The uncompressed crystal looks like the safest point of the series, since no load acts on it and the molecules keep their distance. Errors ought to creep in as the crystal is squeezed. For the volume of solid hydrogen it is the other way round. Near zero pressure a stress error of 0.01 GPa displaces the volume by several per cent; at 60 GPa the same error displaces it by less than a hundredth of a per cent.

Solid hydrogen (H₂ molecules, space group I4/mmm, two atoms per cell), relaxed under hydrostatic pressure with its symmetry kept and without zero-point motion. Calculated with Ansatz 0.2.0, plane-wave PAW, r2SCAN functional, no spin polarisation, 500 eV cutoff, Gamma-centred k meshes. Changes are relative to the cell relaxed at zero pressure (15.59 Å³ per atom).

| applied pressure (GPa) | k mesh | volume change (%) | enthalpy change (eV/atom) | energy change (meV/atom) |
| --- | --- | --- | --- | --- |
| 3 | 10×10×10 | -54.58 | 0.165 | 31.9 |
| 8 | 12×12×12 | -64.77 | 0.356 | 81.5 |
| 15 | 14×14×14 | -70.72 | 0.573 | 145.4 |
| 30 | 14×14×14 | -76.53 | 0.952 | 266.9 |
| 60 | 14×14×14 | -81.56 | 1.553 | 476.9 |

**The starting point: zero pressure**

Every change in the table is counted from a cell relaxed at zero pressure, and this is where the computed volume is least certain. Closed-shell H₂ molecules attract each other only feebly, so near equilibrium hardly any force resists a change of their spacing. Once they are pushed together, their electron clouds overlap and the repulsion rises steeply. The crystal therefore begins as one of the softest solids and stiffens rapidly.

The measure of stiffness is the bulk modulus K, the pressure needed per fractional loss of volume. A small pressure error δP displaces the volume V by the fraction δV/V = δP/K. The relaxation of the reference cell stopped with 0.017 GPa left in it, pushing outwards. In a solid with K near 100 GPa this would alter the volume by about 0.02 %, and nobody would notice.

To find K for hydrogen, a Vinet equation of state was fitted to the pressures of the five compressed rows. With x = (V/V₀)^(1/3), where V₀ is the volume at zero pressure, it reads

P = 3K₀ (1 − x)/x² · exp[η(1 − x)].

Here K₀ is the bulk modulus at zero pressure and η sets how fast the crystal stiffens. Taking the reference cell as V₀ gives K₀ ≈ 0.32 GPa, so the leftover pressure means a volume error of 0.017/0.32 ≈ 0.053, or about 5 %.

This estimate is an extrapolation, because even the softest fitted row is far stiffer than the uncompressed crystal. It also treats the reference as free of stress, which it is not. When the fit is repeated with the swollen cell as V₀, K₀ falls to 0.24 GPa and the error grows to 0.017/0.24 ≈ 7 %. The size of the fault is thus known only roughly, and the two values are not limits. Its direction follows from the sign of the printed pressure: the reference cell is smaller than the equilibrium cell at these settings.

The same softness magnifies what the physical model leaves out. Zero-point motion, which is strong for such light molecules, pushes the crystal apart, whereas the long-range dispersion that r2SCAN lacks would pull it together. The computed 15.6 Å³ per atom lies about 18 % below the measured volume, which is roughly 19 Å³ (a rough, recalled value). By the two estimates above, releasing the leftover pressure would close roughly a quarter to a third of that gap. Zero-point motion is a likely cause of much of the rest, but this is untested here, and the real crystal also has a different structure, with rotating molecules.

**The first step: 3 GPa**

By 3 GPa the crystal has lost 54.6 % of its volume, more than in all later steps together. The collapse itself is sound physics, as the weakly held molecules give way until repulsion takes over. Its exact percentage is less sound, because it inherits the error of the reference. With a reference about 5 % larger, the loss becomes 56.9 %.

This row also shows why a pressure error cannot be judged by its size alone. Its final pressure falls short of the target by 0.048 GPa, nearly three times the pressure left in the reference. Yet K has meanwhile risen to about 12 GPa, so the volume is off by only 0.4 %. The larger pressure error does less than a tenth of the damage to the volume.

The energy change hardly feels the fault of the reference. At equilibrium the energy is at a minimum, so a small displacement costs energy only in second order, δE = V(δP)²/(2K). For the reference this amounts to about 0.04 meV per atom, against an energy change of 31.9 meV at 3 GPa. The protection comes from the minimum, not from the softness. For a given leftover pressure a softer crystal has the larger energy error, but the square of so small a pressure keeps it negligible. The compressed cell is not at a minimum of the energy, so its own volume error δV counts in first order, as PδV. At 3 GPa this is about 0.5 meV per atom, more than the reference contributes.

The enthalpy change is protected at both ends. It consists of the energy change and the product of the applied pressure and the compressed volume, and the volume of the reference does not enter that product. At the applied pressure the enthalpy is itself at a minimum with respect to volume, so a small volume error of the compressed cell counts only in second order. A flawed reference can therefore stand beside a good enthalpy.

**The middle: 8 and 15 GPa**

Nothing in these rows looks suspicious, and that is part of the problem. All volumes are divided by the same reference, so its error multiplies every remaining fraction by the same factor and leaves the curve smooth. A smooth column is no evidence of a sound zero point. It takes a comparison of the leftover pressure with the bulk modulus, or a tighter relaxation, to bring the fault to light.

The common factor also offers a way around the fault. In the ratio of two compressed volumes the reference cancels. From 8 to 15 GPa the volume shrinks to (100 − 70.72)/(100 − 64.77) ≈ 0.83 of its value, whatever the reference was. Such ratios, and the absolute volumes, are free of the reference's error, though not of what the model leaves out, such as zero-point motion.

**The stiff end: 30 and 60 GPa**

At 60 GPa the bulk modulus has reached about 170 GPa, several hundred times its value at zero pressure. A small stress error now leaves hardly a trace in the volume. The neglected zero-point motion should also displace the volume by a smaller fraction here. Its outward pressure grows on compression, but vibrational energies rise only with the square root of the force constants, so the stiffness outruns it.

The energies put the equation of state to a test, for only pressures entered the fit. Integrating the pressure over the volume from the reference cell predicts the energy changes at 30 and 60 GPa to about 0.1 %. At 3 GPa the prediction is 4 % too high, the largest miss of the series, and there the whole integral runs through the soft region that the fit reaches only by extrapolation. The test shows that pressures and energies of the calculation agree with each other; it cannot show that the functional describes real hydrogen. The printed output after this text gives both fits and the predictions row by row.

The reasoning carries over to other crystals. Divide the gap between the final and the intended pressure by the bulk modulus at that pressure, and the result, as long as it is small, is the fractional error of the volume from incomplete relaxation. A stress error from too low a wave cutoff can stay hidden in the printed pressure; it takes a run with a higher cutoff to find it. Other solids held together by weak forces between closed-shell molecules are also most exposed at zero pressure, though few are as soft as hydrogen, and the fault fades as they stiffen under load. In a covalent or ionic crystal, which is stiff from the start, the same leftover pressure would do little harm.

Output of the analysis:

```
fit of y on 5 rows: constant -1.137 +/- 0.027, coefficient of u 8.954 +/- 0.08; rms 0.00956, worst 3 0.0122, leave-one-out rms 0.0207
Pressure fitted, energy predicted:
  row  volume_A3_per_atom  model_GPa  model_energy_meV  energy_miss_percent
    3                7.08      2.988             33.27                4.302
    8               5.491      7.861             82.72                1.497
   15               4.564      14.85               146               0.3818
   30               3.658      29.94             266.6              -0.1081
   60               2.874      60.58             477.4               0.1013
Stiffness and sensitivity:
  row  bulk_modulus_GPa  volume_shift_percent_for_0.01_GPa  corrected_volume_change_percent  pV_term_meV
    3             12.16                            0.08224                           -56.88        133.1
    8             28.11                            0.03557                           -66.56        274.5
   15              49.1                            0.02037                            -72.2        427.6
   30             91.15                            0.01097                           -77.72        685.1
   60               170                           0.005884                            -82.5         1076
fit of yb on 5 rows: constant -1.422 +/- 0.035, coefficient of ub 9.277 +/- 0.099; rms 0.0117, worst 3 0.0149, leave-one-out rms 0.0253
Bulk modulus at zero pressure, first fit, GPa: 0.3207
Bulk modulus at zero pressure, second fit, GPa: 0.2412
Swelling of the reference if its residual pressure were released, percent: 5.342
Pressure at the reference volume by the second fit, GPa (residual is 0.017): 0.01511
Energy error from the residual pressure, meV per atom: 0.04452
Pressure shortfall of the 3 GPa row, GPa: 0.04778
Volume error from that shortfall, percent: 0.3929
Bulk modulus at 60 GPa over that at zero pressure: 529.9
Reference volume against the rough measured one, percent: -17.96
```
